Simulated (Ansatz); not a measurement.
## C2H9GaO: which of these isomers lies lowest?

2 of its isomers, all singlets with charge 0: A = `[CH3][GaH-]([CH3])[OH2+]`; B = `C[O+](C)[GaH3-]`.

Shapes, held fixed at every level: PBE0-D4/def2-TZVP. Flexible molecules stand in one conformer, not always the lowest. Programs: Ansatz 0.2.0.

A:

```xyz
13

C    -1.1819    1.3737   -0.7414
Ga   -0.4882   -0.3780   -0.1445
C     1.3117   -0.9805   -0.7353
O     0.1514    0.1387    1.9331
H    -1.6014    1.2917   -1.7486
H    -1.9759    1.7367   -0.0853
H    -0.3903    2.1261   -0.7748
H    -1.5112   -1.4817    0.3731
H     1.2702   -1.3161   -1.7758
H     1.6889   -1.8219   -0.1472
H     2.0442   -0.1687   -0.6949
H    -0.3660   -0.4192    2.5228
H     1.0688   -0.1356    2.0335
```

B:

```xyz
13

C    -0.1277    1.2081   -0.8203
O    -0.3727    0.2146    0.1629
C     0.3617    0.4331    1.3573
Ga   -0.3232   -1.7977   -0.5653
H    -0.7489    0.9679   -1.6810
H    -0.4011    2.1906   -0.4257
H     0.9270    1.2063   -1.1144
H     0.0947    1.4057    1.7799
H     1.4379    0.3970    1.1592
H     0.0896   -0.3601    2.0510
H    -1.3553   -1.5957   -1.7398
H    -0.7807   -2.4914    0.7745
H     1.2190   -1.8132   -0.9233
```

Electronic energies in kJ/mol, without zero-point or thermal terms.

(1) From chemical knowledge, estimate the order of stability.

## Answers

(1) A < B in rising energy, over a span of 139 kJ/mol, by CCSD(T)/def2-TZVPP. All levels agree on that. The B − A difference spans +110.1 to +139.3 kJ/mol over the levels. Relativity is left out for Ga. Outer-core shells of Ga are correlated in most correlated rows, in sets that cover them unevenly.

```json
{"level": "HF/def2-TZVPP", "kind": "Hartree–Fock", "B − A": "+111.1"}
{"level": "BHLYP-D4/def2-TZVPP", "kind": "global hybrid", "B − A": "+123.5"}
{"level": "wB97X-V/def2-TZVPP", "kind": "range-separated hybrid", "B − A": "+125.5"}
{"level": "MP2/def2-SVP", "kind": "perturbation theory", "B − A": "+127.1"}
{"level": "CCSD(T)/def2-SVP", "kind": "coupled cluster or CI", "B − A": "+110.1"}
{"level": "CCSD/def2-SVP", "kind": "coupled cluster or CI", "B − A": "+110.4"}
{"level": "CCSD/def2-TZVPP", "kind": "coupled cluster or CI", "B − A": "+137.5"}
{"level": "CCSD(T)/def2-TZVPP", "kind": "coupled cluster or CI", "B − A": "+139.3"}
```

The water adduct of dimethylgallane lies well below the dimethyl ether adduct of gallane, and the gap reflects covalent bonding more than the dative bond. Going from B to A exchanges two C–O and two Ga–H bonds for two O–H and two Ga–C bonds. Ga–H and Ga–C bonds are of broadly similar strength, so the gain probably comes mainly from forming strong, polar O–H bonds. The donor–acceptor interaction should pull the other way, since gallane is the stronger Lewis acid and the ether usually the better donor; the shorter Ga–O contact in B fits this.

The order is secure, but the size of the gap is less so. Enlarging the basis moves CCSD(T) from +110.1 to +139.3 kJ/mol, whereas the triples change little in either set. The closeness of Hartree–Fock to the small-basis coupled-cluster values is therefore probably fortuitous. Nor does the lower energy of A imply persistence, because its acidic O–H and hydridic Ga–H bonds offer a plausible route to loss of hydrogen.
